Dear colleague,

A manometer record of dimethyl ether decomposing in a closed, heated bulb contains a reaction order and a rate constant. How firmly it contains them is worth knowing before your runs begin. I have made up two runs for practice from a rate law whose parameters I withhold until the end. The pressures are rounded to 1 torr, as readings would be, and carry no other noise. Nothing below is a measurement.

**From pressure to fraction remaining**

Assume ideal gases at constant volume and temperature, pure ether at $t=0$, and the overall reaction $\mathrm{CH_3OCH_3 \to CH_4 + H_2 + CO}$ with no intermediate accumulating. Let $\alpha = c/c_0$ be the fraction of ether left and $p_0$ the initial pressure. Each molecule consumed leaves three, so $p = p_0[\alpha + 3(1-\alpha)]$ and

$$\alpha = \frac{p_\infty - p}{p_\infty - p_0}, \qquad p_\infty = 3p_0. \tag{1}$$

Run A has $p_0 = 300$ torr. The last column is explained later. I carry $\alpha$ unrounded, as $(900-p)/600$.

| $t$ / s | $p$ / torr | $\alpha$ | $\kappa_i$ / $10^{-4}$ s$^{-1}$ |
|---|---|---|---|
| 400 | 408 | 0.820 | 5.22 |
| 800 | 489 | 0.685 | 5.21 |
| 1200 | 551 | 0.582 | 5.19 |
| 1600 | 601 | 0.498 | 5.21 |
| 2400 | 672 | 0.380 | 5.19 |
| 3200 | 721 | 0.298 | 5.19 |
| 4000 | 756 | 0.240 | 5.21 |
| 6000 | 808 | 0.153 | 5.18 |
| 8000 | 837 | 0.105 | 5.22 |

Run B has $p_0 = 100$ torr at the same temperature.

| $t$ / s | 1000 | 2000 | 3000 | 6000 |
|---|---|---|---|---|
| $p$ / torr | 149 | 182 | 205 | 245 |
| $\alpha$ | 0.755 | 0.590 | 0.475 | 0.275 |

**The master curve**

The model is $-\mathrm{d}p_E/\mathrm{d}t = k\,p_E^{\,n}$ for the ether partial pressure $p_E = \alpha p_0$, with $k$ in torr$^{1-n}$ s$^{-1}$. The constant in concentration units is $k(RT)^{n-1}$. Dividing by $p_0$ gives $-\mathrm{d}\alpha/\mathrm{d}\phi = \alpha^n$, with $\phi = \kappa t$ and $\kappa = k p_0^{\,n-1}$, which has the unit s$^{-1}$ whatever the order. Separating the variables,

$$\phi = g(\alpha,n) \equiv \int_\alpha^1 x^{-n}\,\mathrm{d}x = \frac{\alpha^{1-n}-1}{n-1}, \tag{2}$$

with the limit $g = -\ln\alpha$ at $n=1$. Since $\log t = \log\phi - \log\kappa$, the plot of $\alpha$ against $\log t$ is the curve of $\alpha$ against $\log\phi$, whose shape depends on $n$ alone, slid along the axis by $-\log\kappa$. That is Powell's method: the shape gives $n$ and the displacement gives $\kappa$.

The displacement cancels in a ratio of times. For two points of one run,

$$\frac{t_2}{t_1} = \frac{g(\alpha_2,n)}{g(\alpha_1,n)}. \tag{3}$$

Let $t_q$ be the time at which the fraction $q$ has been consumed, so that $\alpha = 1-q$. Then

$$\frac{t_{3/4}}{t_{1/2}} = \frac{4^{\,n-1}-1}{2^{\,n-1}-1} = 2^{\,n-1}+1, \tag{4}$$

which is 1.5, 2, 2.414 and 3 for $n = 0$, 1, 3/2 and 2.

**Equation (3) has one root**

Put $x = e^{-u}$, $U = -\ln\alpha$ and $m = n-1$. Then $g = \int_0^U e^{mu}\,\mathrm{d}u$, and its logarithmic derivative is the mean of $u$ over $[0,U]$ with the weight $e^{mu}$:

$$L \equiv \frac{\partial \ln g}{\partial n} = \frac{U}{1-\alpha^{m}} - \frac{1}{m}. \tag{5}$$

Lengthening the interval adds only values of $u$ above the old mean, so $L$ grows with $U$. For $\alpha_2<\alpha_1$ the slope $S = L_2 - L_1$ of $\ln(g_2/g_1)$ against $n$ is therefore positive. The ratio tends to 1 as $n\to-\infty$ and grows without bound as $n\to\infty$. Any $t_2/t_1>1$ thus fixes exactly one $n$, and $\kappa = g_1/t_1$ follows. For small $U$, $L\approx U/2$, so $S$ is small when both points lie early: all master curves start alike.

**Inversion**

*Fractional lives.* Interpolating linearly in $\ln\alpha$ between the neighbouring rows of run A,

$$t_{1/2} = 1200 + 400\,\frac{\ln(349/300)}{\ln(349/299)} = 1591\ \mathrm{s},$$

$$t_{3/4} = 3200 + 800\,\frac{\ln(179/150)}{\ln(179/144)} = 3850\ \mathrm{s}.$$

The ratio is 2.420, and (4) gives $n = 1+\log_2(2.420-1) = 1.51$.

*A wider pair, without interpolation.* The rows at 800 s and 6000 s have $t_2/t_1 = 7.5$. The root of (3) is $n = 1.506$.

*All rows.* If the order is right, $\kappa_i = g(\alpha_i,n)/t_i$ is the same in every row. The last column of the table is this quantity for $n=3/2$. It scatters without drift about a mean of $\kappa_A = 5.20\times10^{-4}$ s$^{-1}$, so that $\log_{10}(\kappa_A\cdot\mathrm{s}) = -3.284$ and run A lies 3.284 decades to the right of its master curve when $t$ is in seconds. For $n=1$ the same quantity falls from 4.96 to 2.82 between the first row and the last, and for $n=2$ it rises from 5.49 to 10.65, in the units of the column.

*The shift between runs.* Equal $\alpha$ means equal $\phi$, so

$$n - 1 = \frac{\ln(t_{1/2}^{B}/t_{1/2}^{A})}{\ln(p_0^{A}/p_0^{B})}. \tag{6}$$

Interpolation between 2000 s and 3000 s gives $t_{1/2}^B = 2763$ s. Run B lies 0.240 decades to the right of run A, and (6) gives $n = 1.50$.

*The rate constant.* With $n=3/2$, run A gives $k = \kappa_A/\sqrt{300\ \mathrm{torr}} = 3.00\times10^{-5}$ torr$^{-1/2}$ s$^{-1}$. For run B, $g(\tfrac12,\tfrac32) = 0.828$ divided by 2763 s is $\kappa_B = 3.00\times10^{-4}$ s$^{-1}$, and division by $\sqrt{100\ \mathrm{torr}}$ returns the same $k$.

An order of 3/2 has a mechanism that can produce it. Let initiation be first order in ether, let methyl radicals carry a long chain by abstracting hydrogen from the ether, and let them end it by recombining in pairs. The steady state then makes $[\mathrm{CH_3}]$ proportional to the square root of the ether concentration, and the abstraction rate proportional to its 3/2 power. The pressures fix the exponent and do not prove this mechanism.

**How errors carry through**

Rounding alone has a standard deviation of $1/\sqrt{12} = 0.29$ torr. I assume 1 torr for each reading, as for a modest gauge, which in run A means $\delta\alpha = 1/600$. All derivatives are evaluated at $n=3/2$ and everything is to first order. From (2), a change in $\alpha$ changes $\ln g$ by $e = -\delta\alpha/(g\,\alpha^{n})$. Differentiating (3), $\kappa = g_1/t_1$ and $k = \kappa p_0^{\,1-n}$ gives

$$\delta n = \frac{e_1 - e_2 + \delta\ln(t_2/t_1)}{S},\qquad \delta\ln\kappa = e_1 + L_1\,\delta n - \delta\ln t_1,$$

$$\delta\ln k = \delta\ln\kappa - \delta n\,\ln(p_0/\mathrm{torr}) - m\,\delta p_0/p_0. \tag{7}$$

For the fractional lives I count each interpolated time as one reading. Then $|e|$ is 0.57 % at $\alpha=1/2$ and 0.67 % at $\alpha = 1/4$, $S = 0.406$, and $\delta n = \pm0.022$. The interpolation makes $t_{3/4}$ late by about 7 s on the $n=3/2$ curve, against 26 s from the reading, so it may stand. The early pair at 400 s and 800 s has $S = 0.094$ and yields only $n = 1.52\pm0.14$.

The wide pair has $U_1 = 0.378$, $U_2 = 1.875$, $L_1 = 0.195$, $S = 0.887$, and $|e_1| = 0.0071$, $|e_2| = 0.0089$ per torr. The table lists how the inferred values move when an input of the analysis is changed. An error in $p_0$ enters twice through $p_\infty = 3p_0$, giving $\delta\alpha = p\,\delta p_0/2p_0^2$. A change of $p_\infty$ alone gives $\delta\alpha = (1-\alpha)\,\delta p_\infty/(p_\infty-p_0)$. The sizes of the changes are assumed.

| change | $\delta n$ | $\delta\ln\kappa$ | $\delta\ln k$ |
|---|---|---|---|
| two readings, ±1 torr each | ±0.013 | ±0.009 | ±0.067 |
| $p_0$ raised by 1 torr | +0.014 | −0.009 | −0.091 |
| $p_\infty$ lowered by 9 torr (1 %) | −0.054 | +0.009 | +0.32 |
| 10 s of filling delay subtracted from $t$ | +0.012 | +0.015 | −0.055 |

Three things follow. First, $\kappa$ is robust: the first two rows together leave it known to about 1 %. Second, $k$ is not, because $\ln 300 = 5.70$ multiplies $\delta n$. With the order left free, the wide pair gives $n = 1.51\pm0.02$ and $k = 2.9\times10^{-5}$ torr$^{1-n}$ s$^{-1}$ with a spread of 11 %, strongly anticorrelated with $n$. With $n$ fixed at 3/2, one torr in $p_0$ moves $k$ by only 1.3 % at 800 s and 2.6 % at 6000 s. Report $\kappa$ with $p_0$, or report $k$ for a stated order. Third, the end point matters more than the gauge: a shortfall of 1 % in $p_\infty$ moves $n$ four times as far as the readings do.

In the shift estimate (6) the readings give 1.7 % in $t_{1/2}^B$ and 0.57 % in $t_{1/2}^A$, hence $\pm0.016$ in $n$. At half conversion $p = 2p_0$, so $\delta\alpha = \delta p_0/p_0$. One torr in $p_0^B$ then moves $\ln t_{1/2}^B$ by 0.034 and the denominator by $-0.01$, which together change $n$ by 0.036. One torr in $p_0^A$ is worth 0.012. In quadrature, $n = 1.50\pm0.04$.

Stoichiometry sets the leverage. If one molecule consumed adds $\Delta\nu$ molecules to the gas, then $|\delta\alpha| = \delta p/(\Delta\nu\,p_0)$. The ether has $\Delta\nu = 2$. Nitrous oxide, a process gas of oxide growth, has $\Delta\nu = 1/2$ in $\mathrm{N_2O\to N_2+\tfrac12 O_2}$, so the same gauge, $p_0$, order and conversions would give $\pm0.05$ in place of $\pm0.013$.

**Where uniqueness fails**

The proof above holds within the power law and with $p_\infty$ and the zero of time known. Free $p_\infty$, and a short run becomes ambiguous. Suppose run A had stopped at 2400 s. Force a first-order law through $p_0$ and the rows at 800 s and 2400 s, which requires

$$\ln\frac{p_\infty-300}{p_\infty-672} = 3\ln\frac{p_\infty-300}{p_\infty-489}$$

with pressures in torr. The root is $p_\infty = 777$ torr, or $2.59\,p_0$, with $\kappa = 6.31\times10^{-4}$ s$^{-1}$. This curve predicts 406, 553 and 603 torr at 400, 1200 and 1600 s, against 408, 551 and 601 in the table. It misses by about 2 torr before any optimisation, which a modest gauge barely resolves. The later rows dispose of it, since 808 and 837 torr exceed its limit. So does run B, because a first-order law allows no shift. Please follow each run past three quarters of conversion and read the final pressure.

The shape and the shift also answer different questions. A law $k\,p_E^{\,a}p_0^{\,b}$, in which the initial filling enters through total pressure or products, has shape order $a$ and shift order $a+b$. One run cannot find $b$. Here the two orders coincide within their uncertainties, with $b = 0$ to about ±0.05, and that is what permits the plain power law.

Equation (1) has its own weakness. The real decomposition passes through formaldehyde, $\mathrm{CH_3OCH_3\to CH_4+CH_2O}$ followed by $\mathrm{CH_2O\to H_2+CO}$. Each undecomposed formaldehyde molecule counts once where its products would count twice, so $p = p_0(3-2\alpha)-p_{\mathrm{CH_2O}}$. By (7), restoring one torr at 800 s raises $n$ by 0.008 and restoring one torr at 6000 s lowers it by 0.010. An assumed 10 torr at 800 s and none at 6000 s would hide 0.08 in $n$, six times the reading error, and make the uncorrected curve look nearer to first order. The made-up runs contain no formaldehyde. Yours will need a gas analysis at one early and one late time.

**The hidden values, and the real ether**

I generated both runs with $n = 3/2$ and $k = 3.00\times10^{-5}$ torr$^{-1/2}$ s$^{-1}$. Recovering them tests the inversion and says nothing about the molecule; they are the model's numbers. I chose $k$ so that run A has a half-life typical of the ether near 500 °C at about 300 torr, roughly 1600 s. The shape is less faithful. As typical knowledge, the uncorrected pressure rise within a single run at such pressures looks close to first order. The time to 90 % conversion is 5.22 half-lives for $n=3/2$ and 3.32 for $n=1$, so the model's tail is likely too slow, by up to about 60 % at that point. If your curves show a shape order near 1 and a shift order above it, the difference is the finding, and formaldehyde and the end pressure are the first places to look.

Yours,
T.